**Q:** I pull one fluorine off SiF₄ and the CASSCF energy passes over a hump near 3 Å. Does a fluorine atom meet a barrier when it returns to SiF₃?

PySCF 2.14.0 calculations with RHF, broken-symmetry UHF and CASSCF (2 electrons in 2 orbitals), basis 6-311G(d,p), for neutral SiF₄ with spin multiplicity 1. One Si–F bond is stretched from the GFN2-xTB geometry, with the SiF₃ part held rigid. Spin squared refers to UHF, the occupation to the CASSCF natural orbitals.

| bond length (Å) | CASSCF energy over its lowest point (eV) | RHF energy over CASSCF (eV) | UHF energy under RHF (eV) | spin squared | first weak orbital occupation |
| --- | --- | --- | --- | --- | --- |
| 1.550 | 0.000 | 0.455 | 0.000 | 0.000 | 0.012 |
| 1.680 | 0.200 | 0.542 | 0.000 | 0.000 | 0.018 |
| 1.850 | 0.979 | 0.673 | 0.000 | 0.000 | 0.029 |
| 2.020 | 1.932 | 0.832 | 0.000 | 0.000 | 0.049 |
| 2.270 | 3.265 | 1.129 | 0.010 | 0.120 | 0.101 |
| 2.600 | 4.594 | 1.682 | 0.927 | 0.762 | 0.240 |
| 3.020 | 6.013 | 2.144 | 2.497 | 0.948 | 1.000 |
| 3.700 | 5.871 | 4.285 | 4.407 | 1.004 | 1.000 |
| 4.700 | 5.866 | 5.760 | 5.879 | 1.004 | 1.000 |

**A:** This table gives no good evidence for one. The hump comes from a change of electronic state between two neighbouring points. Compare the CASSCF curve with broken-symmetry UHF, which also lets the two electrons of the bond separate. At 3.02 Å CASSCF lies 0.15 eV above its value at 4.70 Å, while UHF lies 0.09 eV below its own. A real barrier of this kind should leave some trace in both.

**Q:** Why trust UHF over the better method?

**A:** I don't trust it over the whole curve, but it shows where CASSCF breaks step. At 2.60 Å CASSCF is the lower of the two by 0.76 eV; at 3.02 Å it is the higher by 0.35 eV. A small excess is no surprise, since UHF can also spin-polarise the other electrons, and at 4.70 Å it amounts to 0.12 eV. If that part is similar at 3.02 Å, some 0.23 eV remains unexplained, and taking it away would remove the hump.

**Q:** Is there a sign within the CASSCF result itself?

**A:** Yes, the first weak orbital occupation, $n$. It counts the electrons in the antibonding partner of the stretched bond, and it creeps up to 0.240 at 2.60 Å. At the next point it is 1.000, the value for two fully uncoupled electrons. A bond that is still breaking should pass through the values between.

**Q:** Why should it be gradual?

**A:** Because the wavefunction of the bond is a mixture of two configurations: both electrons in the bonding orbital, or both in the antibonding one. RHF keeps only the first. Let $K$ be the coupling between them and $r$ the size of the second amplitude relative to the first. The lower solution of this two-by-two problem lies $Kr$ below the first configuration, and $r^2=n/(2-n)$.

While the mixing is weak, $r$ is roughly $K$ divided by the energy separation of the two configurations. That separation shrinks as the orbitals of silicon and fluorine cease to overlap, and overlap fades roughly exponentially with distance. If this fading dominates and $K$ changes only slowly, $r$ should grow roughly exponentially, with no jump.

**Q:** What occupation would the bonding state have had at 3.02 Å?

**A:** A straight line for $\ln r$ against bond length, fitted to the six rows up to 2.60 Å, reproduces their occupations to about 2%. The 3.02 Å row was not part of the fit. There the line gives

$$\ln r=-4.854+1.487\times3.02\approx-0.36,$$

$$r^2\approx0.48,\qquad n=\frac{2r^2}{1+r^2}\approx0.65.$$

This probably errs on the high side, because $r$ must level off towards one, which the line ignores; further out it is useless. Even so, it falls well short of 1.000.

The energies agree. RHF energy over CASSCF, divided by $r$, estimates $K$ if both methods have similar orbitals. It drifts from 5.9 to 4.6 eV over the six bonded rows, then drops to 2.1 eV in one step. The RHF–CASSCF gap at 3.02 Å is thus too small for the bonding state. At the two longest distances the quotient rises again, but it no longer measures $K$ there: RHF keeps ion-pair character while CASSCF describes two radicals, so their orbitals are no longer similar.

**Q:** Which state did the calculation find instead?

**A:** My best guess starts from the fluorine atom, whose 2p shell lacks one electron. Far from SiF₃ it hardly matters whether this hole points along the broken bond or across it. Closer in, it matters a great deal. A hole along the bond can pair with the unpaired electron on silicon. With the hole across it, the fluorine orbital facing silicon is already full, so no bond forms and the fragments repel.

A triplet would also show 1.000 in the table. But the unrounded occupations of the two active orbitals at 3.02 Å are 1.0004 and 0.9996, and a pure triplet would put exactly one electron in each. A singlet with its hole across the bond fits these values, though only the orbitals themselves could confirm it.

The points were computed from the longest bond inward. If each solution served as the start for the next, the calculation could have stayed in the repulsive state until that became untenable. Convergence is no protection, because a solver can converge properly on the wrong state.

**Q:** Could I avoid the trouble by using UHF or RHF throughout?

**A:** You would trade it for other errors. RHF must keep both electrons in one shared orbital, so it retains ion-pair character when neutral radicals should form. Its energy still climbs by 1.47 eV between the last two points. The attraction between two unit point charges would account for 0.83 eV, so the ion-pair picture gives the direction but only part of the slope.

UHF stays identical to RHF through 2.02 Å and breaks spin symmetry before 2.27 Å, at the Coulson–Fischer point. At 2.27 Å it has recovered only about 1% of the energy that CASSCF gains over RHF. By 2.60 Å it recovers 55%, but its spin squared of 0.76 betrays a mixture of singlet and triplet.

**Q:** How do I repair the curve?

**A:** Start at 2.60 Å and carry those orbitals outward, then compare both solutions at each distance and inspect where the hole points. Even the repaired curve won't give a bond energy, because SiF₃ is held rigid and two active orbitals leave out most dynamic correlation. The printed analysis below contains the curves and the fit.

Numerical output:

```
Energies over the lowest CASSCF point and effective coupling, eV:
   row    RHF    UHF  UHF over CASSCF  gap over amplitude ratio
  1.55  0.455  0.455            0.455                     5.856
  1.68  0.742  0.742            0.542                     5.687
  1.85  1.652  1.652            0.673                     5.548
  2.02  2.764  2.764            0.832                      5.25
  2.27  4.394  4.384            1.119                     4.895
   2.6  6.276  5.349            0.755                     4.555
  3.02  8.157   5.66           -0.353                     2.144
   3.7  10.16  5.749           -0.122                     4.285
   4.7  11.63  5.747           -0.119                      5.76
fit of logratio on 6 rows (bond_length < 2.7): constant -4.854 +/- 0.022, coefficient of bond_length 1.487 +/- 0.011; rms 0.00784, worst 2.27 -0.0108, leave-one-out rms 0.0143
  rows outside the fit (model, value, miss): 3.02 -0.3623, 0, -0.362; 3.7 0.649, 0, 0.649; 4.7 2.136, 0, 2.14
Weak occupation expected for the bonding state at 3.02 angstrom: 0.6528
Largest error of the modelled occupation in the six bonded rows, percent: 2.027
Coupling at 2.60 over coupling at the shortest bond: 0.7778
Coupling at 3.02 over coupling at 2.60: 0.4707
CASSCF at 3.02 over CASSCF at 4.70, eV: 0.147
UHF at 3.02 under UHF at 4.70, eV: 0.087
CASSCF excess over UHF at 3.02 beyond the excess at 4.70, eV: 0.234
Share of the CASSCF gain over RHF that UHF recovers at 2.27, percent: 0.8857
Share of the CASSCF gain over RHF that UHF recovers at 2.60, percent: 55.11
Triplet weight in UHF at 2.60 if only singlet and triplet mix, percent: 38.1
RHF rise from 3.70 to 4.70, eV: 1.47
Rise for two opposite unit point charges from 3.70 to 4.70, eV: 0.828
```
